Working notes: when a driven ring has three steady states

I want the conditions under which a coherently driven ring cavity has an S-shaped curve of internal against input power, first for a Kerr medium and then for a saturable absorber, and the powers this implies for a Si3N4 microring.

1. Premises and conventions

(a) One travelling-wave mode family, one polarisation, one direction of circulation. Fields go as exp(iβz − iωt). The envelope A is normalised so that |A|² is the circulating power in W, and the input amplitude s so that |s|² = P is the power in the bus waveguide.
(b) The ring has length L, group index n_g, round-trip time t_R = n_g L/c and linear power loss coefficient α.
(c) The coupler is lossless and point-like, with real self-coupling ρ and cross-coupling iθ, ρ² + θ² = 1.
(d) The drive is monochromatic at ω_L, close to one cold resonance ω₀.
(e) The Kerr response is instantaneous, Δn = n₂ I, and enters through γ = ω n₂/(c A_eff). I take this relation as the definition of A_eff and take n₂ > 0.
(f) Loss, coupling, detuning phase and nonlinear phase per round trip are all small compared with 1. This is the mean-field premise.

2. From the round trip to the mean-field equation

Inside the ring, with the linear phase βz split off,

dA/dz = −(α/2)A + iγ|A|²A.

The modulus obeys d|A|²/dz = −α|A|², so |A(z)|² = |A(0)|² exp(−αz), and the phase integrates to γ|A(0)|² L_eff with L_eff = [1 − exp(−αL)]/α. The cold resonance is defined by β(ω₀)L = 2π × integer, and dβ/dω = n_g/c, so the linear phase at the laser frequency is −δ modulo 2π, with δ = (ω₀ − ω_L) t_R. One passage plus the coupler gives the map

A_{m+1} = ρ a exp(iφ_m) A_m + iθ s, with a = exp(−αL/2) and φ_m = −δ + γ L_eff |A_m|².   (1)

Its fixed points satisfy, with no approximation,

|A|² [(1 − ρa)² + 4ρa sin²(φ/2)] = θ² P.   (2)

Now I use premise (f). To first order ρ ≈ 1 − θ²/2, a ≈ 1 − αL/2, exp(iφ) ≈ 1 + iφ and L_eff ≈ L. The field changes little per passage, so (A_{m+1} − A_m)/t_R becomes dA/dt. With the energy decay rates κ₀ = αL/t_R, κ_ex = θ²/t_R and κ = κ₀ + κ_ex,

dA/dt = −(κ/2)A − i(ω₀ − ω_L)A + i(γL/t_R)|A|²A + i(θ/t_R)s.   (3)

For γ = 0 the stored power is a Lorentzian in ω_L of full width κ, so κ/2 is the half-linewidth, the loaded quality factor is Q = ω₀/κ, and the finesse is F = 2π/(κ t_R). The Kerr term moves the resonance to ω₀ − γL|A|²/t_R, that is to the red. The terms dropped are of relative order κ t_R in the losses and φ²/12 in the sine of (2).

3. Kerr state equation

I measure time in field lifetimes, τ = κt/2, and define

D = 2(ω₀ − ω_L)/κ,
X = |ψ|² = 2γL|A|²/(κ t_R),
Y = 8γL θ² P/(κ t_R)³.

D is the detuning in half-linewidths, positive when the laser is on the red side of the cold resonance. X is the Kerr shift in half-linewidths. Y is the value X would have if the laser sat exactly on the shifted resonance. Dividing (3) by κ/2, multiplying by [2γL/(κ t_R)]^(1/2) and absorbing the phase of the drive into ψ gives

dψ/dτ = −(1 + iD)ψ + i|ψ|²ψ + √Y.   (4)

In steady state ψ[1 + i(D − X)] = √Y, and the squared modulus is

Y = X[1 + (D − X)²].   (5)

Y is a single-valued cubic in X that starts at zero and grows without bound. Several X belong to one Y only if the cubic has an interval of negative slope. Differentiating,

dY/dX = 1 + (D − X)² − 2X(D − X) = 3X² − 4DX + 1 + D².   (6)

This upward parabola is negative between its roots, when they are real and distinct:

X± = [4D ± √(16D² − 12 − 12D²)]/6 = [2D ± √(D² − 3)]/3.   (7)

Distinct real roots need D² > 3. Their product (1 + D²)/3 is positive, so they share a sign, and their sum 4D/3 fixes that sign as the sign of D. Since X is a power, only D > 0 counts. The criterion is therefore

D > √3 ≈ 1.732 half-linewidths, on the red side.   (8)

For n₂ < 0, complex conjugation of the equation of motion returns (4) with D → −D, so the same condition holds on the blue side. The one-sidedness has a plain cause: the loop needs positive feedback, in which more stored power pulls the resonance towards the laser and so admits more power.

The drive at the turning points follows from dividing the cubic by its derivative:

Y = (X/3 − 2D/9)(dY/dX) + (2/9)[(3 − D²)X + D(1 + D²)].

At X± the first term vanishes, and inserting (7) in the remainder gives

Y(X±) = (2/27)[D³ + 9D ∓ (D² − 3)^(3/2)].   (9)

The lower branch 0 < X < X₋ ends at Y_up = Y(X₋), and the upper branch X > X₊ ends at Y_down = Y(X₊) < Y_up. At D = √3 the two merge in a cusp at X_c = 2/√3 ≈ 1.155, Y_c = 8/(3√3) ≈ 1.540. For large D, Y_up → 4D³/27 and Y_down → D.

The landing points need no new root search. The three roots of X³ − 2DX² + (1 + D²)X − Y = 0 sum to 2D, and at a turning point two coincide. The upward jump goes from X₋ to 2D − 2X₋, and the downward jump from X₊ to 2D − 2X₊.

In the laboratory I would more often sweep the laser at fixed power. The folds lie on the same locus ∂Y/∂X = 0. Along a fold, dY/dD equals the partial derivative at fixed X, which is 2X(D − X). This is positive because X₊ < D, which is the inequality √(D² − 3) < D. Both fold powers thus rise with D from the cusp, and the resonance curve is multivalued if and only if Y > Y_c. Its peak lies at X = Y, D = Y, where the bracket in (5) has its least value 1.

4. Stability of the Kerr branches

Put ψ → ψ + ε in (4). The cubic term varies as 2Xε + ψ²ε*, so

dε/dτ = −[1 + i(D − 2X)]ε + iψ²ε*,
dε*/dτ = −iψ*²ε − [1 − i(D − 2X)]ε*.

The matrix of this system has trace −2 and determinant 1 + (D − 2X)² − X², which expands to 3X² − 4DX + 1 + D², the slope (6). The eigenvalues are

λ = −1 ± √(1 − dY/dX).   (10)

Negative slope makes the root exceed 1, so one eigenvalue is positive and the middle branch is a saddle. Positive slope gives two eigenvalues with negative real part, and since the trace is fixed at −2 no oscillatory instability can occur in the single-mode model. A negative-slope interval is thus equivalent to two stable states. Near a fold the slow eigenvalue is λ ≈ −(1/2) dY/dX → 0, so switching close to a threshold takes many field lifetimes.

The observable is the through-port transmission. From s_out = ρs + iθA(L) and the steady state of (3), with η = κ_ex/κ,

T = |1 − 2η/(1 + i(D − X))|² = [(1 − 2η)² + (D − X)²]/[1 + (D − X)²].   (11)

5. Absorptive state equation

Now I drop the Kerr term, set ω_L = ω₀, and load the ring with N two-level absorbers per volume, homogeneously broadened and resonant with the laser, in a field taken as uniform over the cross-section. With w the excited minus the ground population, v the absorptive quadrature of the dipole, Ω the Rabi frequency, and T₁, T₂ the population and dipole relaxation times, the resonant Bloch equations are

dv/dt = −v/T₂ + Ωw,
dw/dt = −(w + 1)/T₁ − Ωv.

In steady state v = ΩT₂w, and then w + 1 = −Ω²T₁T₂ w. Since Ω² is proportional to the intensity I, I define the saturation intensity I_s by Ω²T₁T₂ = I/I_s, and in this section X = I/I_s. This gives w = −1/(1 + X). The excited fraction (1 + w)/2 decays at the rate 1/T₁, so the power taken from the field per volume is Nħω(1 + w)/(2T₁) = [Nħω/(2T₁)] X/(1 + X). Dividing by I,

α_a = α₀/(1 + X), with α₀ = Nħω/(2T₁I_s).

A travelling wave has no nodes, and under premise (f), now including α₀L ≪ 1, X is the same all round the ring. The absorber adds α_a L/(2t_R) to the amplitude decay rate κ/2 in (3). I define the cooperativity C by

2C = α₀L/(κ t_R), that is C = α₀LF/(4π),

so 2C is the ratio of the unsaturated absorber loss to the loss of the empty loaded cavity. With x² = X = |A|²/(I_s A_eff) and y² = Y = 4θ²P/[(κ t_R)² I_s A_eff], and with the absorbers following the field (T₁, T₂ ≪ 1/κ), the amplitude in phase with the drive obeys

dx/dτ = y − x[1 + 2C/(1 + x²)].   (12)

The steady state, squared, is

Y = X[1 + 2C/(1 + X)]².   (13)

Y is here the value X would take with the absorber removed. Writing B = 1 + 2C/(1 + X), dY/dX = B(B + 2X dB/dX) with dB/dX = −2C/(1 + X)². Over the common denominator,

dY/dX = B[(1 + X)² + 2C(1 + X) − 4CX]/(1 + X)² = B[X² − 2(C − 1)X + 1 + 2C]/(1 + X)².   (14)

B is positive, so the sign is that of the quadratic, whose roots are

X± = C − 1 ± √[(C − 1)² − 1 − 2C] = C − 1 ± √[C(C − 4)].   (15)

For C > 0 they are real and distinct only if

C > 4,   (16)

and then both are positive, since their product 1 + 2C and their sum 2(C − 1) are positive. At C = 4 they merge at X = 3, where Y = 3(1 + 8/4)² = 27. For large C, X₋ → 1 with Y_up ≈ C², and X₊ ≈ 2C with Y_down ≈ 8C.

A second route shows where the 4 comes from. Negative slope means that B² falls faster than 1/X, or −d ln B²/d ln X > 1. That logarithmic slope is 4CX/[(1 + X)(1 + X + 2C)]. With σ = √(1 + 2C), its denominator divided by X is X + 1 + σ² + σ²/X, which is least at X = σ, where it equals (1 + σ)². Since 4C = 2(σ² − 1), the maximum is 2(σ − 1)/(σ + 1). It exceeds 1 only for σ > 3, which is C > 4. In words, the unsaturated absorber loss has to be more than eight times the loss of the empty loaded cavity.

Stability follows from (12): a small change of x decays at the rate dy/dx of the steady curve, and dY/dX = (y/x) dy/dx has the same sign. A perturbation in the phase quadrature leaves X unchanged to first order and decays at the rate B > 0. In this limit the negative-slope branch is unstable and the other two are stable.

6. Range of validity

Mean field. I need κ t_R ≪ 1, with D and X small compared with 2/(κ t_R), and α₀L ≪ 1 for the absorber. Beyond this, (2) is periodic in φ and further branches appear.

Absorber. Criterion (16) assumes exact atomic and cavity resonance, homogeneous broadening, no standing wave and a flat mode profile. Any of these, when relaxed, changes the saturation law or the bracket in (13), and the threshold has to be derived again. The stability argument assumes fast absorbers.

Single direction and pure Kerr response. Backscatter splitting has to be small against κ. Multiphoton absorption and free carriers are left out.

Other longitudinal modes. Let the cold resonances be ω_μ = ω₀ + μD₁ + μ²D₂/2 with D₁ = 2π/t_R. Expanding β(ω_μ)L = β(ω₀)L + 2πμ to second order gives D₂ = −(c/n_g)D₁²β₂, where β₂ = d²β/dω². A sideband pair ±μ sees the cross-phase shift 2X and the four-wave coupling ψ², exactly as ε and ε* in section 4, but with the detuning D + bμ², b = D₂/κ. Hence

λ_μ = −1 ± √[X² − (D + bμ² − 2X)²].   (17)

Growth needs X > 1 and |D + bμ² − 2X| < √(X² − 1). On the upper branch X > 2D/3 ≥ 2/√3 > 1 and D − 2X < 0, and stability at μ = 0 places D − 2X below the gain band. Anomalous dispersion (b > 0) lifts D + bμ² − 2X into the band, so with closely spaced bμ² the upper state breaks into a comb. Normal dispersion (b < 0) moves it away and keeps the upper branch stable. On the lower branch, (6) at X = 1 equals (D − 2)² ≥ 0, and for D > 2 the stretch 1 < X < X₋ has D − 2X above the band. There normal dispersion gives sideband gain, with a growth rate of at most X − 1.

Heating. If a part α_h of the loss is absorption, the steady temperature rise is ΔT = R′α_h|A|², with R′ the thermal resistance of unit length of guide. The index shift (dn/dT)ΔT has the same sign and power dependence as the Kerr shift n₂|A|²/A_eff, with the ratio

r = (dn/dT) R′ α_h A_eff/n₂.   (18)

In steady state (5) then holds for (1 + r)X and (1 + r)Y. The criterion D > √3 survives, and all powers fall by the factor 1 + r.

7. Numbers for a Si3N4 microring

Inputs, typical or assumed: λ = 1550 nm, radius 100 µm, n_g = 2.1, A_eff = 1.0 µm², n₂ ≈ 2.4×10⁻¹⁹ m²/W, intrinsic Q₀ = 3×10⁶, critical coupling (η = 1/2, Q = 1.5×10⁶), normal dispersion. The photon energy is 0.80 eV, so two or three photons fall well short of the approximate 5 eV gap and multiphoton absorption can be dropped. I keep three figures where they describe the model; the inputs support about two.

L = 628 µm, t_R = 4.40 ps, free spectral range 227 GHz.
κ = 8.10×10⁸ s⁻¹, half-linewidth κ/4π = 64.5 MHz, field lifetime 2/κ = 2.47 ns.
κ t_R = 3.57×10⁻³, F = 1762, α = κ₀ n_g/c = 2.84 m⁻¹ = 0.123 dB/cm.
γ = 2πn₂/(λA_eff) = 0.973 W⁻¹m⁻¹.

X = 1 corresponds to a circulating power κ t_R/(2γL) = n_g A_eff/(2Qn₂) = 2.92 W. Y = 1 corresponds, with θ² = κ t_R/2, to an input P₀ = (κ t_R)²/(4γL) = 5.20 mW.

The cusp lies at a red detuning of √3 × 64.5 MHz = 112 MHz, or 0.89 pm, with 8.01 mW in the bus and 3.37 W in the ring. At D = 3 (193 MHz, 1.55 pm), equations (7), (9) and (11) give:

state | X | Y | P (mW) | circulating (W) | T
end of lower branch | 1.184 | 5.089 | 26.5 | 3.45 | 0.77
after upward jump | 3.633 | 5.089 | 26.5 | 10.6 | 0.29
end of upper branch | 2.816 | 2.911 | 15.1 | 8.21 | 0.033
after downward jump | 0.367 | 2.911 | 15.1 | 1.07 | 0.87

At X = 3.633 the Kerr phase per round trip is Xκ t_R/2 = 6.5×10⁻³ rad and Δn = 2.5×10⁻⁶, so premise (f) holds, with corrections of the order of κ t_R, about 0.4 per cent. For comparison, (16) would need an added absorber with α₀ > 8κ n_g/c = 45.4 m⁻¹ = 1.97 dB/cm, or α₀L > 0.029, which is still within the mean-field range; the nitride itself supplies no such absorber in this model.

Sidebands. With normal dispersion the lower branch reaches X = 1 at Y = 5, that is 26.0 mW, so the single-mode lower state can be lost anywhere between 26.0 and 26.5 mW. Had I chosen an anomalous guide with an assumed β₂ = −50 ps²/km, then D₂/2π = 2.3 MHz and b = 0.018. At X = 3.633 the gain band is bμ² between 0.77 and 7.76, or μ between 6.6 and 20.8, so modes 7 to 20 would grow and the upper rows of the table would not describe a lasting state.

Heating is the neglected term that outweighs the Kerr shift. I model the core as a cylinder of area A_eff, radius r₀ = 0.56 µm, at height h = 4 µm above an isothermal silicon substrate in oxide of typical conductivity k ≈ 1.4 W m⁻¹K⁻¹. The image construction gives R′ ≈ ln(2h/r₀)/(2πk) = 0.30 K m/W. With a typical dn/dT ≈ 2.5×10⁻⁵ K⁻¹ and an assumed absorbed share of one tenth of the intrinsic loss, α_h = 0.28 m⁻¹, (18) gives r ≈ 9, in proportion to that share. For slow sweeps the model's cusp power then drops from 8.01 mW to about 0.8 mW at the same 112 MHz. For a short pulse of length t, with conduction ignored and an approximate heat capacity C_v ≈ 2.2×10⁶ J m⁻³K⁻¹, ΔT = α_h|A|²t/(C_v A_eff) and r(t) = (dn/dT)α_h t/(C_v n₂). This is 0.13 after 10 ns, about four field lifetimes, and reaches 1 after about 74 ns.

The powers in the table are therefore the model's pure-Kerr values, relevant to drive that changes within some tens of nanoseconds at most. As typical knowledge, nitride rings of this Q under slow continuous sweeps show hysteresis that is mostly thermal, and the pure-Kerr model places its onset too high by a factor of several to about ten, depending on how much of the loss is absorption.